**Te⁶⁺ 3d₃/₂ photoionisation: power law, one charge or screened charge**

The table holds the cross section and dipole β of the M4 subshell of Te⁶⁺ from 693 eV to 200 keV, from a Dirac-Hartree-Slater potential with a Latter tail, all multipoles and a Dirac-Fock threshold. The program fits a single power law and solves the nonrelativistic dipole problem for a hydrogen-like 3d electron and for two screened potentials, each with a chosen inner slope and its range tuned to the threshold. The power law (exponent −3.63) is off by up to a factor of 2.65, and the one-charge model gives cross sections far too small and a β without a maximum. The screened potentials follow the slope to within 0.1 between 1254 and 8048 eV, bracket the cross section there to about 30 % and reproduce the hump in β with rms errors of 0.06 and 0.08. They disagree with each other near threshold and fall to 0.37 and 0.22 of the table at 200 keV, where v/c reaches 0.70.

Calculated values. Radial Dirac-Fock and Kohn-Sham solver 2: independent-particle photoionisation of the M4 subshell of Te6+ ([Kr] 4d10). Bound and continuum orbitals use the initial state's Dirac-Hartree-Slater potential with a Latter tail; the threshold is from Dirac-Fock Delta-SCF. The cross section includes all multipoles in the length form, beta the dipole term alone.

## Program and output

```python
# Table: photoionisation cross section (kb) and dipole beta of Te6+ 3d3/2 (M4), radial Dirac solver,
# Dirac-Hartree-Slater potential with Latter tail, all multipoles, Dirac-Fock threshold.
# Tested: single power law; hydrogen-like 3d with one charge; screened charge (nonrelativistic dipole).
T = {
    'photon_energies': [693.0, 744.0, 1254, 1487, 3940, 4390, 6000, 6620, 7660, 8048, 21400, 40000, 80000, 100000, 200000],  # eV
    'cross_section': [1082, 941.9, 270.5, 170.5, 8.49, 5.901, 1.997, 1.405, 0.8259, 0.6887, 0.01561, 0.00119, 6.611e-05, 2.616e-05, 1.614e-06],  # kb
    'beta': [0.367, 0.462, 1.118, 1.194, 1.134, 1.099, 0.986, 0.948, 0.89, 0.87, None, None, None, None, None],
}
import numpy as np
from scipy.constants import physical_constants as pc, alpha
from scipy.linalg import eigh_tridiagonal
from scipy.optimize import brentq
from scipy.integrate import trapezoid
Ha = pc['Hartree energy in eV'][0]; a0 = pc['Bohr radius'][0]
I = 669.58/Ha  # threshold, further result of the same run
E = np.array(T['photon_energies'], float); s = np.array(T['cross_section'], float)
b = np.array([v for v in T['beta'] if v is not None]); nb = len(b); n = len(E)
om = E/Ha; ek = om - I; Z, q = 52, 7  # q = tail charge Z-N+1
x, h = np.linspace(0.02, 12**0.5, 20000, retstep=True); r = x*x  # grid r = x^2, u = sqrt(2x) w
def gsz(eta, d):
    O = 1/(eta*d*np.expm1(r/d) + 1)
    return q + (Z-q)*O, -(Z-q)*eta*np.exp(r/d)*O*O
def bound(Zr):
    e, v = eigh_tridiagonal((2/h**2 - 8*Zr + 24.75/r)/(8*r), -1/(8*h*h*x[1:]*x[:-1]), select='i', select_range=(0, 0), tol=1e-9)
    return e[0], v[:, 0]/(2*x*np.sqrt(h))
def model(Zr, dZ):
    wb = bound(Zr)[1]; l = np.repeat([1, 3], n); e = np.tile(ek, 2); c = 4*l*(l+1) + 0.75
    K2 = 8*r[:, None]*e + 8*Zr[:, None] - c/r[:, None]; f = 1 + h*h*K2/12; w = np.zeros_like(f)
    w[:2] = x[:2, None]**(2*l+1.5)*(1 - Zr[0]*r[:2, None]/(l+1))
    for i in range(1, len(x)-1): w[i+1] = ((12 - 10*f[i])*w[i] - f[i-1]*w[i-1])/f[i+1]
    g = w[-3:]*K2[-3:]**0.25; co = (g[2]-g[0])/(2*np.sin(np.sqrt(K2[-2])*h))
    w *= np.sqrt(2/np.pi)/np.hypot(g[1], co); ph = np.arctan2(g[1], co)
    R = h*((4*r*wb*(Zr/r**2 - dZ/r)) @ w)/np.tile(om, 2)**2; RL = h*((4*r*wb*r) @ w)
    t = np.linspace(1e-6, 1/x[-2], 300)[:, None]; Kt = np.sqrt(8*e/t**2 + 8*Zr[-1] - c*t*t)
    cs = -np.cos(ph[n:] - ph[:n] - trapezoid(40/(Kt[:, :n] + Kt[:, n:]), t[:, 0], axis=0))
    p, F = R[:n], R[n:]; D = 2*p*p + 3*F*F
    return dict(s=4*np.pi**2*alpha*a0**2/3*om*0.8*D/1e-25, b=(2*p*p + 12*F*F - 36*p*F*cs)/(5*D),
                ratio=p/F, cs=cs, chk=RL[n]/R[n], rm=h*np.sum(4*r*r*wb*wb))
sl = lambda y: np.diff(np.log(y))/np.diff(np.log(E))
pw = np.polyfit(np.log(E), np.log(s), 1); P = np.exp(np.polyval(pw, np.log(E)))
ZH = np.sqrt(18*I); M = {'H': model(ZH + 0*r, 0*r)}
print(f"rounding: sigma <= {100*np.max(0.5*10**(np.floor(np.log10(s))-3)/s):.3f} %, beta 0.0005; total fall x{s[0]/s[-1]:.2e}")
print(f"P power law: exponent {pw[0]:.3f}; dipole limits: slope -5.5, Rp/Rf 0.25, beta {(2/16+12-9)/(5*(2/16+3)):.2f}")
print(f"H one charge: Z {ZH:.2f}, <r> {M['H']['rm']:.3f} bohr, length/acceleration {M['H']['chk']:.4f}")
for k, eta in (('S1', 4.6), ('S2', 6.0)):  # inner slope 1/bohr: rough recalled rule (N-1)^0.4, and a steeper trial
    d = brentq(lambda d: bound(gsz(eta, d)[0])[0] + I, 0.05, 50, xtol=1e-7); G = gsz(eta, d); M[k] = model(*G)
    print(f"{k} screened: slope {eta} /bohr, range {d:.3f} bohr, <r> {M[k]['rm']:.3f} bohr, length/acceleration {M[k]['chk']:.4f}")
    print("   charge at r = 0.025 0.05 0.1 0.2 0.5 bohr:", np.round(np.interp([.025, .05, .1, .2, .5], r, G[0]), 1))
vc = np.sqrt(1 - (1 + ek*alpha**2)**-2); ks = ('H', 'S1', 'S2')
print("E/eV | model/table sigma: P H S1 S2 | 3/k bohr, v/c | slope to next row: table H S1 S2")
for i in range(n):
    tl = " ".join(f"{sl(y)[i]:.2f}" for y in [s] + [M[k]['s'] for k in ks]) if i < n-1 else "-"
    print(f"{E[i]:.0f} | {P[i]/s[i]:.2f} " + " ".join(f"{M[k]['s'][i]/s[i]:.3g}" for k in ks) + f" | {3/np.sqrt(2*ek[i]):.3f} {vc[i]:.3f} | {tl}")
print("E/eV | beta: table H S1 S2 | S1 model: Rp/Rf, p share %, cos(phase f - phase p)")
for i in range(nb):
    a = M['S1']['ratio'][i]
    print(f"{E[i]:.0f} | {b[i]:.3f} " + " ".join(f"{M[k]['b'][i]:.3f}" for k in ks) + f" | {a:.3f} {200*a*a/(2*a*a+3):.1f} {M['S1']['cs'][i]:.3f}")
print("typical factor off in sigma, exp(rms ln): P H S1 S2")
for lab, m in (("below 1 keV", E < 1e3), ("1-10 keV", (E > 1e3) & (E < 1e4)), ("above 10 keV", E > 1e4)):
    print(f"  {lab}: " + " ".join(f"{np.exp(np.sqrt(np.mean(np.log(y[m]/s[m])**2))):.2f}" for y in [P] + [M[k]['s'] for k in ks]))
for k, y in [('P', P)] + [(k, M[k]['s']) for k in ks]:
    j = np.argmax(abs(np.log(y/s))); tx = ""
    if k in M:
        db = M[k]['b'][:nb] - b; jb = np.argmax(abs(db))
        tx = f"; beta rms {np.sqrt(np.mean(db**2)):.3f}, worst {db[jb]:+.3f} at {E[jb]:.0f} eV"
    print(f"{k}: worst sigma ratio {y[j]/s[j]:.3g} at {E[j]:.0f} eV{tx}")
j = np.argmin(sl(s))
print(f"steepest table slope {sl(s)[j]:.3f} ({E[j]:.0f}-{E[j+1]:.0f} eV), last {sl(s)[-1]:.3f}; lowest rows {ek[0]*Ha:.1f}, {ek[1]*Ha:.1f} eV above threshold")
assert np.all(np.diff(s) < 0)
assert sl(s).min() > -5.5 and 0 < j < n-2
assert b.max() > 0.8 and 0 < np.argmax(b) < nb-1
```

Printed output:

```
rounding: sigma <= 0.046 %, beta 0.0005; total fall x6.70e+08
P power law: exponent -3.631; dipole limits: slope -5.5, Rp/Rf 0.25, beta 0.20
H one charge: Z 21.05, <r> 0.499 bohr, length/acceleration 1.0000
S1 screened: slope 4.6 /bohr, range 0.270 bohr, <r> 0.275 bohr, length/acceleration 1.0000
   charge at r = 0.025 0.05 0.1 0.2 0.5 bohr: [47.2 42.9 35.9 26.  12.9]
S2 screened: slope 6.0 /bohr, range 0.636 bohr, <r> 0.304 bohr, length/acceleration 1.0000
   charge at r = 0.025 0.05 0.1 0.2 0.5 bohr: [46.  41.3 34.3 25.7 15.1]
E/eV | model/table sigma: P H S1 S2 | 3/k bohr, v/c | slope to next row: table H S1 S2
693 | 2.65 0.134 0.803 0.92 | 2.287 0.010 | -1.95 -3.47 0.89 -2.13
744 | 2.36 0.12 0.983 0.909 | 1.283 0.017 | -2.39 -3.60 -1.93 -2.47
1254 | 1.23 0.064 1.25 0.873 | 0.458 0.048 | -2.71 -3.76 -2.61 -2.77
1487 | 1.05 0.0535 1.27 0.863 | 0.387 0.056 | -3.08 -4.01 -3.05 -3.13
3940 | 0.62 0.0215 1.3 0.822 | 0.193 0.113 | -3.36 -4.25 -3.39 -3.43
4390 | 0.60 0.0195 1.3 0.817 | 0.181 0.120 | -3.47 -4.33 -3.51 -3.54
6000 | 0.57 0.0149 1.29 0.799 | 0.152 0.143 | -3.58 -4.41 -3.62 -3.64
6620 | 0.56 0.0137 1.28 0.794 | 0.143 0.151 | -3.64 -4.46 -3.68 -3.70
7660 | 0.57 0.0122 1.27 0.787 | 0.132 0.164 | -3.68 -4.50 -3.73 -3.75
8048 | 0.57 0.0117 1.27 0.785 | 0.129 0.168 | -3.87 -4.67 -3.98 -3.99
21400 | 0.72 0.00537 1.14 0.698 | 0.077 0.277 | -4.12 -4.90 -4.34 -4.34
40000 | 0.97 0.00329 0.993 0.606 | 0.056 0.371 | -4.17 -5.05 -4.58 -4.59
80000 | 1.41 0.00179 0.747 0.454 | 0.039 0.501 | -4.15 -5.13 -4.73 -4.73
100000 | 1.59 0.00144 0.657 0.399 | 0.035 0.547 | -4.02 -5.20 -4.86 -4.86
200000 | 2.08 0.000635 0.368 0.223 | 0.025 0.695 | -
E/eV | beta: table H S1 S2 | S1 model: Rp/Rf, p share %, cos(phase f - phase p)
693 | 0.367 1.166 0.407 0.414 | 0.186 2.3 0.871
744 | 0.462 1.135 0.418 0.578 | 0.167 1.8 0.945
1254 | 1.118 0.903 1.063 1.155 | 0.154 1.6 -0.750
1487 | 1.194 0.831 1.134 1.204 | 0.157 1.6 -0.928
3940 | 1.134 0.505 1.060 1.057 | 0.187 2.3 -0.625
4390 | 1.099 0.478 1.027 1.019 | 0.190 2.4 -0.540
6000 | 0.986 0.413 0.920 0.902 | 0.200 2.6 -0.290
6620 | 0.948 0.395 0.885 0.865 | 0.203 2.7 -0.213
7660 | 0.890 0.371 0.833 0.810 | 0.208 2.8 -0.102
8048 | 0.870 0.363 0.815 0.791 | 0.209 2.8 -0.066
typical factor off in sigma, exp(rms ln): P H S1 S2
  below 1 keV: 2.50 7.87 1.17 1.09
  1-10 keV: 1.62 49.37 1.28 1.23
  above 10 keV: 1.56 532.48 1.66 2.47
P: worst sigma ratio 2.65 at 693 eV
H: worst sigma ratio 0.000635 at 200000 eV; beta rms 0.567, worst +0.799 at 693 eV
S1: worst sigma ratio 0.368 at 200000 eV; beta rms 0.059, worst -0.074 at 3940 eV
S2: worst sigma ratio 0.223 at 200000 eV; beta rms 0.075, worst +0.116 at 744 eV
steepest table slope -4.170 (40000-80000 eV), last -4.019; lowest rows 23.4, 74.4 eV above threshold
```
